**Squeezing and stretching an aluminium nitride crystal**

Aluminium nitride (AlN) is a stiff, polar crystal in which each atom has four neighbours of the other kind. Take the relaxed crystal and scale all its edges by the same percentage: that is the isotropic strain of the table. The energy of squeezing is known for three strains, and that of stretching is to be predicted.

Wurtzite AlN (P6_3mc, 4-atom cell, a = 3.107 Å, c = 4.979 Å) under strain, atoms relaxed within the symmetry. Ansatz 0.2.0, r2SCAN, plane-wave PAW, scalar-relativistic, no spin polarisation, cutoff 500 eV, Gaussian smearing of 0.02 eV, Gamma-centred k meshes. Changes are relative to the unstrained crystal, computed with a 9×9×6 mesh.

```csv
strain kind,strain (%),k mesh,cell freedom,energy change (meV/atom),volume change (%),c change (%)
biaxial ab,-4.5,12×12×6,length and tilt of c free,71.4,-6.74,2.25
biaxial ab,-3.0,12×12×6,length and tilt of c free,30.7,-4.46,1.55
biaxial ab,-1.5,12×12×6,length and tilt of c free,7.4,-2.21,0.79
biaxial ab,1.5,12×12×6,length and tilt of c free,6.9,2.14,-0.85
biaxial ab,3.0,12×12×6,length and tilt of c free,26.5,4.19,-1.79
biaxial ab,4.5,12×12×6,length and tilt of c free,57.2,6.06,-2.87
isotropic,-4.5,12×12×6,"cell held, all vectors scaled",142.1,-12.90,-4.50
isotropic,-3.0,12×12×6,"cell held, all vectors scaled",60.5,-8.73,-3.00
isotropic,-1.5,12×12×6,"cell held, all vectors scaled",14.5,-4.43,-1.50
isotropic,1.5,12×12×6,"cell held, all vectors scaled",?,?,?
isotropic,3.0,12×12×6,"cell held, all vectors scaled",?,?,?
isotropic,4.5,12×12×6,"cell held, all vectors scaled",?,?,?
```

**(a) Does the crystal behave like an ideal spring, and what should differ when it is stretched?**

*Solution.* An ideal spring stores an energy proportional to the square of the strain, with the same cost in both directions. Here the energy per squared strain rises by about 9 % between isotropic strains of −1.5 % and −4.5 %. The crystal therefore stiffens as it is squeezed.

Theory offers a reason, which the table itself doesn't show. When neighbouring atoms approach, the repulsion between their filled shells rises steeply, while the attraction changes more slowly. Stretching weakens the repulsion first, so the crystal should soften and cost less than under equal squeezing, with a gap that widens as the strain grows.

The biaxial rows, in which the base is strained and the height c relaxes, support the direction: −4.5 % costs 71.4 meV/atom and +4.5 % only 57.2. Their energies can't simply be copied, because the shape changes too. At nearly equal volume, biaxial −3.0 % costs 30.7 meV/atom, but isotropic −1.5 % costs 14.5.

**(b) Predict the three missing energies, with error bars.**

*Solution.* The stiffening can largely be absorbed by a better measure of strain. For a linear strain ε (−0.045 for −4.5 %), the Eulerian strain is

f = [(1 + ε)⁻² − 1]/2.

It counts a given shortening for more than an equal lengthening. A crystal at rest has no term linear in f, so the energy starts as

E = A f² + B f³,

the third-order Birch–Murnaghan form. Fitted to the three isotropic compressions alone, it gives A = 61.8 eV and B = −14.9 eV per atom. Three points leave little room to test two constants, so the close fit proves little.

For ε = +0.045, 1.045⁻² is 0.9157 and f is −0.0421. The square term gives 109.7 meV/atom and the cubic term adds 1.1, so the forecast is 110.8. The small cubic term shows that most of the asymmetry is already carried by f.

The forecasts for isotropic stretching are:

- +1.5 %: 13.3 ± 0.4 meV/atom
- +3.0 %: 51.3 ± 1.5 meV/atom
- +4.5 %: 110.8 ± 3.3 meV/atom

The error bars are 3 % of each forecast, a judgement and not a statistical result. Two other routes give an idea of the risk at +4.5 %. A cubic in ε, drawn through the two strongest compressions, gives 106.3 meV/atom; carrying over the biaxial ratio of stretching to squeezing gives 113.8. The volume changes follow from geometry, and the wurtzite symmetry, which is expected to stay, is kept by the relaxation itself; neither is a test.

The withheld rows as computed:

```csv
strain kind,strain (%),k mesh,cell freedom,energy change (meV/atom),volume change (%),c change (%)
isotropic,1.5,12×12×6,"cell held, all vectors scaled",13.3,4.57,1.50
isotropic,3.0,12×12×6,"cell held, all vectors scaled",51.0,9.27,3.00
isotropic,4.5,12×12×6,"cell held, all vectors scaled",110.0,14.12,4.50
```

**(c) How good were the forecasts, and why did the other two routes do worse?**

*Solution.* All three energies lie well inside their error bars. At +4.5 % the forecast is 0.8 meV/atom too high, or 0.8 % of the computed energy. At +1.5 % the miss is no larger than the rounding of the table. The misses at the two larger strains have the same sign, which suggests that the crystal softens slightly more than the curve allows. The computed stress points the same way: in all three stretched crystals the mean tension is a little lower than on the curve. The forecast also reaches far from the fitted rows and magnifies the rounding of their energies, but this is expected to explain only a part of these misses.

The cubic in ε comes out 3.7 meV/atom too low at +4.5 %. It lets the energy per squared strain fall at a constant rate, whereas in the computed rows this fall slows as the crystal is stretched. The Eulerian strain has that bend built in.

The biaxial route comes out 3.8 meV/atom too high, and the curve helps to show why. At the volume of the biaxial −4.5 % row, an evenly scaled crystal would cost 34.8 meV/atom; at that of the +4.5 % row, only 23.0. What remains is the price of the changed shape, 36.6 and 34.2 meV/atom, which is nearly the same in both directions. The biaxial ratio thus mixes a very lopsided volume part with a nearly even shape part, and has no reason to equal the isotropic one.

For a strained film this means that an isotropic stiffness alone would miss more than half of the energy in each biaxial row. The volume part makes most of the difference between squeezing and stretching.

The calculation leaves out temperature and zero-point motion, and follows a perfect crystal that can neither crack nor turn into rocksalt. By the fitted curve, the strongest isotropic compression needs about 38 GPa, where AlN is known to prefer the rocksalt structure. The strongest stretching corresponds to a tension of about 22 GPa, far beyond what a real ceramic bears. The output below gives the fit and the split into volume and shape for each biaxial row.

Printed output of the fit:

```
fit of energy_change on 3 rows (iso): coefficient of ef2 61808 +/- 4.2, coefficient of ef3 -14940 +/- 91; rms 0.000889, worst isotropic -0.00139, leave-one-out rms 0.0105
  rows outside the fit (model, value, miss): biaxial ab 34.84, 71.4, -36.6; biaxial ab 14.68, 30.7, -16; biaxial ab 3.475, 7.4, -3.92; biaxial ab 3.041, 6.9, -3.86; biaxial ab 11.3, 26.5, -15.2; biaxial ab 22.97, 57.2, -34.2; isotropic 13.35, 13.3, 0.0471; isotropic 51.27, 51, 0.271; isotropic 110.8, 110, 0.848
Energies in meV/atom:
         row  volume change used %  energy per squared % strain  energy per squared Eulerian strain eV  model  computed less model
  biaxial ab                 -6.74                        3.526                                    126  34.84                36.56
  biaxial ab                 -4.46                        3.411                                  128.7  14.68                16.02
  biaxial ab                 -2.21                        3.289                                  131.4  3.475                3.925
  biaxial ab                  2.14                        3.067                                  140.5  3.041                3.859
  biaxial ab                  4.19                        2.944                                  145.5   11.3                 15.2
  biaxial ab                  6.06                        2.825                                  154.6  22.97                34.23
   isotropic                 -12.9                        7.017                                  61.09  142.1            0.0001343
   isotropic                -8.733                        6.722                                  61.34   60.5           -0.0006486
   isotropic                -4.433                        6.444                                  61.58   14.5              0.00139
   isotropic                 4.568                        5.911                                  61.81  13.35             -0.04711
   isotropic                 9.273                        5.667                                  61.91  51.27              -0.2708
   isotropic                 14.12                        5.432                                  61.96  110.8              -0.8483
Error bars of the forecasts at +1.5, +3.0, +4.5 %, meV/atom: 0.4004, 1.538, 3.325
Rival cubic in linear strain, same rows, meV/atom: 13.13, 49.88, 106.3
Rival from biaxial asymmetry, same rows, meV/atom: 13.52, 52.22, 113.8
Forecast ratio of isotropic tension to compression energy: 0.9205, 0.8475, 0.7801
Biaxial ratio of tension to compression energy: 0.9324, 0.8632, 0.8011
Computed ratio of isotropic tension to compression energy: 0.9172, 0.843, 0.7741
Forecast less computed energy, % of computed: 0.3542, 0.531, 0.7712
Fixed-shape bulk modulus from the fit, GPa: 211.6
Its pressure derivative from the fit: 3.758
Model pressure in the isotropic rows in table order, GPa: 37.87, 22.95, 10.45, -8.69, -15.88, -21.79
Rise of energy per squared linear strain from -1.5 to -4.5 %, %: 8.889
```
